**Question**

The anion in the table carries an AlH₃ group, a hydrogen atom and an ethynyl group on one stereocentre. Next to this centre stands a C=CH₂ carbon that also bears a cyclobutyl ring.

Conformers of the singlet anion C₉H₁₄Al⁻ in the gas phase, from PySCF 2.14.0 and tblite 0.8.0: PBE0-D3(BJ)/pcSseg-1 energies at GFN2-xTB geometries, with quasi-harmonic GFN2-xTB free-energy terms at 298.15 K. The torsions are Al–CH–C(=CH₂)–C(ring) and CH–C(=CH₂)–C(ring)–C(ring). Of each mirror pair one form is shown, and the weight holds both.

| number | torsions in degrees | ring shapes | GFN2-xTB energy above its lowest (kcal/mol) | DFT energy above the lowest (kcal/mol) | free energy above the lowest (kcal/mol) | weight (%) |
| --- | --- | --- | --- | --- | --- | --- |
| 1 | (65,171) | puckered | 0.790 | 0.000 | 0.000 | 65.20 |
| 2 | (-73,-127) | puckered | 1.360 | 1.250 | 0.510 | 27.50 |
| 3 | (102,-35) | puckered | 1.560 | 2.270 | 1.660 | 3.90 |
| 4 | (-88,143) | puckered | 0.000 | 1.940 | 2.060 | 2.00 |
| 5 | (-80,32) | flat | 0.480 | 2.140 | 2.490 | 1.00 |
| 6 | (84,62) | flat | 0.480 | 2.960 | 3.150 | 0.30 |

The first torsion describes the turn about the bond between the stereocentre and the C=CH₂ carbon. At 0° aluminium would lie beside the ring, at 180° beside the =CH₂ end. In all six conformers aluminium stands well out of the plane of the double bond, and the ring lies between it and a second group. In the enantiomer shown, this second group is the small hydrogen when the torsion is positive (conformers 1, 3 and 6) and the larger ethynyl group when it is negative (2, 4 and 5). The second torsion describes the turn of the ring. The free energy is the DFT energy plus vibrational and rotational terms from GFN2-xTB, and at 298.15 K $RT$ is 0.593 kcal/mol.

Three explanations of the weights are offered:

- A. Allylic strain decides: conformers with the small hydrogen beside the ring are favoured.
- B. The DFT energies alone decide.
- C. The DFT energies and the looseness of each conformer's vibrations decide together.

Judge them by asking what the weights would be if only one influence were at work. Work out the population of conformer 2 relative to conformer 1, and say how firmly the result stands.

**Model answer**

*Explanation A.* If only the arrangement at the stereocentre mattered, the energies would fall into two levels, with conformers 1, 3 and 6 on the lower one. The table has no such levels. The mean DFT energy is 1.74 kcal/mol with hydrogen beside the ring and 1.78 with ethynyl there, which is no difference at this accuracy. Conformers 3 and 6 even lie above conformer 2, although they have the supposedly better arrangement. Conformer 3 comes closest to the ideal of the strain argument: if the three groups are evenly spaced about the bond, its hydrogen is turned only about 18° away from the ring, against 55° in conformer 1. Yet its DFT energy is 2.27 kcal/mol higher. Allylic strain is a real effect and may help conformer 1, but it doesn't order this set, in which the turn of the ring changes as well.

*Explanation B.* Now let only the DFT energies count. Conformer 2 lies 1.25 kcal/mol above conformer 1, about twice $RT$, so its population should be some 12% of that of conformer 1. Over all six conformers this gives weights of 82% and 10%. The leader is right, but conformer 2 receives little more than a third of its weight in the table.

*Explanation C.* The free energy of conformer 2 is only 0.51 kcal/mol above that of conformer 1. The vibrational and rotational terms therefore favour conformer 2 by $1.25-0.51=0.74$ kcal/mol. If the two DFT energies were equal, this advantage alone would make conformer 2 about 3.5 times as common as conformer 1. The actual ratio lies between the two extremes, because the two influences multiply:

$$\frac{w_2}{w_1}=e^{-1.25/0.593}\times e^{+0.74/0.593}\approx 0.121\times 3.49\approx 0.42$$

Here $w_1$ and $w_2$ are the weights of conformers 1 and 2. With 65.2% for conformer 1, conformer 2 comes to about 27.5%, as in the table. This agreement checks only the arithmetic, since the weights were computed from these same free energies. The evidence for C is what happens when the second factor is taken away: most of conformer 2's share goes with it.

The advantage of conformer 2 must come mainly from vibrations. Symmetry and mirror images count equally for all six conformers. Rotation enters through the square root of the product of the three moments of inertia, so a factor of 3.5 would require a product twelve times as large, which is implausible for two shapes of one molecule. A vibration of lower frequency has a smaller zero-point energy and more levels within thermal reach, and both lower the free energy. Conformer 2 thus sits in a higher but looser well, though the table doesn't show which of its vibrations are softer.

Explanation C is therefore the best of the three. The DFT energy makes conformer 1 the leader, and looser vibrations lift conformer 2 from a minor component to more than a quarter of the ensemble. Which contacts within the molecule give conformer 1 its low energy remains open.

**Remarks on the reasoning**

The temptation in A comes from adding up weights. The three conformers with hydrogen beside the ring hold 69.4% together, which looks like a vote for that arrangement. Yet 65.2 of these percentage points belong to conformer 1 alone. A weight falls exponentially with energy, so the sum over a group mostly reports its best member. To test a structural preference, compare conformers that differ in that feature alone or, failing that, look at the energies of all the members and not only the best.

Conformers 3 and 4 show the same competition with the opposite outcome. By DFT energy conformer 4 is lower by 0.33 kcal/mol, but the vibrational and rotational terms favour conformer 3 by 0.73, and the order turns round. The rule carries over to other flexible molecules: a higher conformer overtakes a lower one when its gain in looseness exceeds the energy gap. So small a gap is not secure in these calculations, and the pair illustrates the rule better than it establishes an order.

A good answer also says which method supplies which part. GFN2-xTB alone puts conformer 4 lowest, whereas DFT places it 1.94 kcal/mol above conformer 1. If the GFN2-xTB energies were kept, conformer 4 would lead with 37% and conformer 1 would fall to 12%. The level of theory used for the energies thus decides who leads.

The DFT energies are single points at GFN2-xTB geometries, with a small basis set that lacks the diffuse functions an anion may need. The vibrational terms also come from GFN2-xTB, and the share of conformer 2 depends on them. If they were only half as large, conformer 2 would hold 17% instead of 27.5%, while conformer 1 would still lead with 76%. If the calculation exaggerates these terms, conformer 2 therefore loses part of its share, but the leader stays the same. An error in the other direction could change the leader: if conformer 2 were lower by a further 0.51 kcal/mol relative to conformer 1, whether through the DFT energies or through the vibrational terms, the two would be equally common. The output printed below gives these alternative weights for all six conformers, from Boltzmann factors without any fitted constant.

On the GFN2-xTB surface, the conformers of higher energy tend to have the more favourable vibrational terms. A plausible reading is that attractive contacts lower the energy of a shape and at the same time stiffen it. But the link is missing when the DFT energies are used instead: the correlation with the vibrational and rotational terms is then 0.19, against -0.88 with the GFN2-xTB energies. The six conformers therefore don't support this reading at the level that sets the weights.

The set itself may be incomplete, for one starting shape was lost during relaxation and conformer 2 was reached from only one of 90 starts. A further conformer would reduce all the weights by the same factor and leave the ratio of 0.42 unchanged. A counter-ion or a solvent could alter the ratio itself, so the result holds for the bare ion in the gas phase.

The analysis program printed:

```
Terms relative to conformer 1 (kcal/mol) and weights from other recipes (%):
  row  thermal term  DFT less GFN2-xTB  DFT energy alone  half thermal term  GFN2-xTB energy plus thermal
    1             0                  0             82.33               75.6                         11.97
    2         -0.74               0.68             9.984              17.12                         15.95
    3         -0.61                1.5             1.785              2.743                         9.138
    4          0.12               2.73             3.116              2.585                         37.09
    5          0.35               2.45             2.223              1.519                         11.19
    6          0.19               3.27             0.557             0.4357                         14.66
RT at 298.15 K (kcal/mol): 0.5925
Weight of conformers 1 and 2 together (%): 92.7
Largest miss of weights rebuilt from the free energies (percentage points): 0.05853
Weight of the three rows with H towards cyclobutyl (%): 69.4
Mean DFT energy, H towards cyclobutyl (kcal/mol): 1.743
Mean DFT energy, ethynyl towards cyclobutyl (kcal/mol): 1.777
Lowest of each group, DFT energy of row 2 less row 1 (kcal/mol): 1.25
Second of each group, DFT energy of row 4 less row 3 (kcal/mol): -0.33
Third of each group, DFT energy of row 5 less row 6 (kcal/mol): -0.82
Population ratio of conformer 2 to 1, DFT energy alone: 0.1213
Population ratio of conformer 2 to 1, table weights: 0.4218
Factor by which the thermal term raises that ratio: 3.487
Ratio of products of moments of inertia needed if rotation alone gave this factor: 12.16
Change of a population ratio per 0.1 kcal/mol (factor): 1.184
Correlation of thermal term with GFN2-xTB energy: -0.8766
Correlation of thermal term with DFT energy: 0.1949
Correlation of GFN2-xTB energy with DFT energy: -0.176
```
